# Three-body electron–ion recombination and the $T_e^{-9/2}$ law

**Conventions.** Gaussian units, $T\equiv k_BT_e$, electron mass $m$ and density $n$, ion charge $Ze$ and density $n_i$. The process is $A^{Z+}+e+e\to A^{(Z-1)+}+e$, with $\dot n_i=-\alpha_3n^2n_i$. Define $b=e^2/T$, $v_T=\sqrt{T/m}$, binding energy $\varepsilon>0$ and $y=\varepsilon/T$.

## Statement

Fokker–Planck diffusion in $\varepsilon$, driven by Coulomb collisions with electrons of the unperturbed Maxwellian at a constant logarithm $L$, gives

$$\alpha_3=C\,L\,Z^3b^5v_T=\frac{C\,Z^3e^{10}L}{m^{1/2}T^{9/2}},\qquad C=2.80,$$

that is $7.3\times10^{-27}Z^3L\,(T_e/\mathrm{eV})^{-9/2}$ or $1.4\times10^{-8}Z^3L\,(T_e/\mathrm{K})^{-9/2}\ \mathrm{cm^6/s}$. This value of $C$ and the bottleneck at $y\approx2$ to $3$ belong to the unfocused model, which ignores the pull of the ion on the free electrons. Collisionless focusing raises $C$ about fivefold, to 14.0, and moves the resistance peak to $y=3/2$, even for $Z\gg3$. The exponent is exact for a classical, dilute, unmagnetised, radiationless plasma with fixed ions. The model fixes the prefactor only in order of magnitude for any $Z$, and for $Z=1$ $L$ is moreover no large logarithm.

## Dimensional analysis

Write $\alpha_3\propto(e^2)^pm^qT^s$. Matching mass, length and time gives $p+q+s=0$, $3p+2s=6$ and $2p+2s=1$, so $p=5$, $q=-1/2$, $s=-9/2$. Every departure from the law enters through a further dimensionless group.

Thomson's argument gives the same form. An electron of mean speed $\sqrt{8/\pi}\,v_T$ enters a sphere of radius $r_T=2Zb/3$, crosses a mean chord $4r_T/3$ and is captured if it meets a second electron with cross-section $\pi(2b/3)^2$. Then $\alpha_3=\frac{4\pi^2}{3}\left(\frac23\right)^5\sqrt{8/\pi}\,Z^3b^5v_T=2.8\,Z^3b^5v_T$. The closeness to $C$ is accidental, since doubling both radii multiplies the estimate by 32.

## Proof

**Equilibrium population.** The phase volume per unit energy is

$$g=16\pi^2m\int_0^{Ze^2/\varepsilon}r^2\sqrt{2m(Ze^2/r-\varepsilon)}\,dr=\sqrt2\,\pi^3m^{3/2}Z^3e^6\varepsilon^{-5/2},$$

and pairs in equilibrium with the continuum have density $f_0=n\,n_i\,g\,e^{y}/(2\pi mT)^{3/2}$ per unit energy. Electron spin cancels and the ion core is a spectator.

**Flux.** Detailed balance fixes the drift term, so the downward flux is $j=-Df_0\,\partial_\varepsilon(f/f_0)$ with $D=\langle\Delta\varepsilon^2\rangle/2\Delta t$. With $f/f_0=1$ at $\varepsilon\to0$ and $0$ at depth, the steady flux obeys $1/j=\int_0^\infty d\varepsilon/(Df_0)$, a sum of resistances in series.

**Diffusion coefficient.** For a bound electron of speed $v$, $\Delta\varepsilon=-mv\,\Delta v_\parallel$. For an unperturbed Maxwellian the Landau collision term gives $\langle\Delta v_\parallel^2\rangle/\Delta t=8\pi ne^4L\,G(x)/(m^2v)$, with $x=v/(\sqrt2v_T)$ and $G=[\operatorname{erf}x-x\operatorname{erf}'x]/2x^2$. If angular momenta are statistically mixed, speeds on the energy shell carry the weight $x^2dx/(x^2+y)^4$, whose integral is $\pi/(32y^{5/2})$. Then $D=4\pi\sqrt2\,ne^4L\,v_T\,h(y)$, and one integration by parts gives

$$h=\frac{32y^{5/2}}{3\pi^{3/2}}\int_0^\infty\frac{x^2e^{-x^2}dx}{(x^2+y)^3}=\frac{2y}{3\sqrt\pi}\,\beta(y),$$

$$\beta=e^y\operatorname{erfc}(\sqrt y)\,(1-4y-4y^2)+2\sqrt{y/\pi}\,(1+2y).$$

**Result.** Setting $j=\alpha_3n^2n_i$,

$$C=\frac{2\sqrt2\,\pi^{5/2}}{\int_0^\infty y^{5/2}e^{-y}h^{-1}dy}=\frac{4\sqrt2\,\pi^2}{3K},\qquad K=\int_0^\infty\frac{y^{3/2}e^{-y}}{\beta}\,dy=6.65 .$$

## Limits in binding energy

- Slow orbits, $y\ll1$: $h=\frac{2y}{3\sqrt\pi}(1-3y+\dots)$. The leading term used everywhere gives $C=16\pi\sqrt{2\pi}/9=14.0$, with the resistance peak at $y=3/2$.
- Fast orbits, $y\gg1$: $h=\frac{8}{3\pi\sqrt y}\left(1-\frac{9}{2y}+\dots\right)$. The leading term gives $C=8\pi\sqrt{2\pi}/9=7.00$, with the peak at $y=3$.

The two leading terms cross at $y=1.72$, inside the bottleneck, and each bounds $h$ from above, so neither limit suffices for the unfocused model. With the full $h$ the resistance per unit $y$ peaks at $y=2.3$. The fraction of $K$ accumulated up to $y$ is the probability that a pair at that depth ends in capture and not in re-ionisation. It reaches one half at $y=3.0$ and 0.90 at $y=6$. Below, $y=3$ marks the bottleneck.

## Limits in the other parameters

**Focusing.** On a bound orbit $Ze^2/r\ge yT$, so the free electrons there are far from the unperturbed Maxwellian for every $Z$. For an isotropic distribution $F(v')$ of free electrons, $\langle\Delta v_\parallel^2\rangle\propto v^{-3}\int_0^vFv'^4dv'+\int_v^\infty Fv'dv'$. Collisionless focused electrons have $F\propto e^{-E/T}$ for $E=mv'^2/2-Ze^2/r>0$ and are all faster than the bound electron. The first integral vanishes and the second equals its unperturbed value at $v\to0$. With $\langle x^2\rangle=y$ on the shell, $h=2y/(3\sqrt\pi)$ at all $y$, which is the slow-orbit form: $\beta=1$, $K=3\sqrt\pi/4=1.33$, $C=14.0$ and the peak at $y=3/2$. This change is of leading logarithmic order. The estimate keeps the detailed-balance form of the flux and leaves out temporary capture of the second electron.

**Charge and logarithm.** Impact parameters run from about $b$ to the orbit size $Zb/y$, beyond which collisions are adiabatic. The Debye length does not enter. For $Z\gg3$, $L\simeq\ln Z$ with relative corrections $O(1/L)$, which come on top of the order-unity change of $C$ by focusing. For $Z=1$ the range closes and single collisions transfer energies of order $T$. Such jumps and electron exchange are then as large as the terms kept. The numbers below use the unfocused model with $L=0.27$, chosen to reproduce $CL\approx0.76$, the typical coefficient from classical-trajectory calculations (Mansbach and Keck, 1969). This gives $\alpha_3=3.8\times10^{-9}(T_e/\mathrm K)^{-9/2}\ \mathrm{cm^6/s}$.

**Density** ($Z=1$). Let $\Gamma=b/a$ with $a=(3/4\pi n)^{1/3}$, and let $R=\alpha_3n^2$ be the rate per ion. With $\omega_p^2=4\pi ne^2/m$,

$$R/\omega_p=\frac{3\sqrt3}{16\pi^2}\,CL\,\Gamma^{9/2}=0.033\,CL\,\Gamma^{9/2}.$$

The diffusion rate at the bottleneck is $\nu=D/T^2=0.95\,nb^2v_T$, from $h(3)=0.198$. The ratio $R/\nu=0.19\,\Gamma^3$ does not depend on $L$, so the steady flux is established long before ions are depleted. Three corrections appear as $\Gamma$ grows:

- Electron Debye screening, $e^{-\kappa r}/r\simeq1/r-\kappa$, multiplies $f_0$ and $\alpha_3$ by $e^{-\kappa b}\simeq1-\sqrt3\,\Gamma^{3/2}$.
- Strongly correlated ions leave each ion in a sphere of radius $a$ holding one smeared electron charge, which raises the electron energy at the centre by $3e^2/2a$. The estimated factor is $e^{-3\Gamma/2}$, linear in $\Gamma$ and hence leading.
- Orbits larger than $a$, with $y\lesssim\Gamma$, do not exist. Removing their resistance raises $\alpha_3$ by the fraction $2\Gamma^{5/2}/5K=0.060\,\Gamma^{5/2}$.

The first two overlap and are not simply additive. As $\Gamma\to1$, isolated three-body events lose their meaning.

**Quantisation.** The bottleneck sits at $n^*=Z\sqrt{\mathrm{Ry}/3T}=229\,Z\,(T_e/\mathrm K)^{-1/2}$, where the level spacing is $6T/n^*$. The continuum picture fails near $n^*=6$, or $T_e\approx1.5\times10^3Z^2$ K. At higher temperature the descent goes level by level and the power law is lost.

**Radiation.** Take the typical $\ell$-averaged hydrogenic decay rate $A\approx1.6\times10^{10}\,n^{*-9/2}\ \mathrm{s^{-1}}$ for $Z=1$. Since $A\propto T^{9/4}$ and $\nu\propto nT^{-3/2}$, the two are equal at $n_c\propto T^{15/4}$: about $2\times10^3\ \mathrm{cm^{-3}}$ at 10 K and $1\times10^{11}\ \mathrm{cm^{-3}}$ at 0.1 eV. In an optically thin plasma, decay bypasses resistance and raises the rate above $\alpha_3n^2$. For $n\ll n_c$ recombination becomes a radiative two-body process.

**Magnetic field.** The cyclotron radius $mcv_T/eB$ equals $b$ at $B_\times=13\,(T_e/\mathrm K)^{3/2}$ G. The rate is even in $B$, so the weak-field correction is expected at order $(B/B_\times)^2$. If a limit exists for $B\gg B_\times$, the field drops out and the $-9/2$ power returns with another coefficient.

**Ion mass.** Recoil enters at order $m/M$, which is $6\times10^{-6}$ for Sr.

**Sensitivity to focusing.** At fixed $CL=0.76$ the focused $h$ requires $L=0.054$ and leaves $\alpha_3$ and $R$ unchanged. The capture probability then reaches one half at $y=2.2$, where $n^*$ is larger by a factor 1.17, $\nu=0.79\,nb^2v_T$ and $R/\nu=0.23\,\Gamma^3$. The orbit cut-off fraction becomes $0.30\,\Gamma^{5/2}$.

## Numbers: ultracold strontium plasma

Typical inputs, assumed here: $\mathrm{Sr^+}$ with $M=88$ u, peak density $n=10^9\ \mathrm{cm^{-3}}$ and a Gaussian cloud of rms radius $\sigma=1$ mm per axis. Then $a=6.2\ \mu$m, $b=16.7\ \mu\mathrm m/(T_e/\mathrm K)$, and the expansion time is $\tau=\sigma\sqrt{M/T}=103\ \mu\mathrm s\,(T_e/\mathrm K)^{-1/2}$. The model's values at the cloud centre are:

| $T_e$ (K) | $\Gamma$ | $n^*$ | $\alpha_3$ (cm⁶/s) | $R$ (s⁻¹) | $\tau$ (µs) | $R\tau$ | $e^{-3\Gamma/2}$ |
|---|---|---|---|---|---|---|---|
| 10 | 0.27 | 73 | $1.2\times10^{-13}$ | $1.2\times10^5$ | 33 | 3.9 | 0.67 |
| 20 | 0.13 | 51 | $5.3\times10^{-15}$ | $5.3\times10^3$ | 23 | 0.12 | 0.82 |
| 50 | 0.054 | 32 | $8.6\times10^{-17}$ | 86 | 15 | $1.3\times10^{-3}$ | 0.92 |

The rates omit the density corrections. At 20 K the Debye term is 0.086 and the orbit cut-off $4\times10^{-4}$. At 10 K the ion-sphere factor removes a third of the rate, so that row holds to one figure. Averaging $n^2$ over the ions of a Gaussian cloud multiplies $R$ by $3^{-3/2}=0.19$.

At 10 K, $\nu=3.3\times10^7\ \mathrm{s^{-1}}$ and $A=66\ \mathrm{s^{-1}}$. The standard blackbody transfer rate $4\alpha_{\rm fs}^3k_BT_{\rm r}/(3\hbar n^{*2})$, with $\alpha_{\rm fs}$ the fine-structure constant and assumed surroundings at $T_{\rm r}=300$ K, is $3.8\times10^3\ \mathrm{s^{-1}}$. Radiation is negligible at the bottleneck. Core penetration typically affects only $\ell\le3$, a fraction $16/73^2=0.003$ of the shell, so $\alpha_3$ is the same for Sr and Ca.

The operative crossover is $R\tau=1$. Since $R\tau\propto n^2\sigma M^{1/2}T^{-5}$, it lies at $T_\times\propto n^{2/5}\sigma^{1/5}M^{1/10}$: 13 K at $10^9\ \mathrm{cm^{-3}}$ and 33 K at $10^{10}\ \mathrm{cm^{-3}}$, with $\Gamma=0.21$ and $0.18$, since $\Gamma_\times\propto n^{-1/15}$. For $\mathrm{Ca^+}$ (assumed $M=40$ u) the first value becomes 12 K. The fifth root makes these temperatures insensitive to $L$ and to the screening factor. Each capture to depth $y$ removes one free electron and adds $yT$ to the kinetic energy of the rest, so $d\ln T/dt=(1+2y/3)R$, which is $3R$ at $y=3$ and larger once the cascade goes deeper. A plasma prepared below $T_\times$ therefore heats itself towards weak coupling before it expands.

For comparison, take $\mathrm{Cu^+}$ in a sputtering afterglow with assumed $T_e=0.1$ eV and $n=10^{12}\ \mathrm{cm^{-3}}$. The model gives $\alpha_3=6.2\times10^{-23}\ \mathrm{cm^6/s}$ and $1/R=16$ ms. Here $n^*=6.7$ and $n\approx10\,n_c$, so this case lies at the quantum crossover and near the radiative one, and the lifetime is an order-of-magnitude estimate that radiative decay shortens.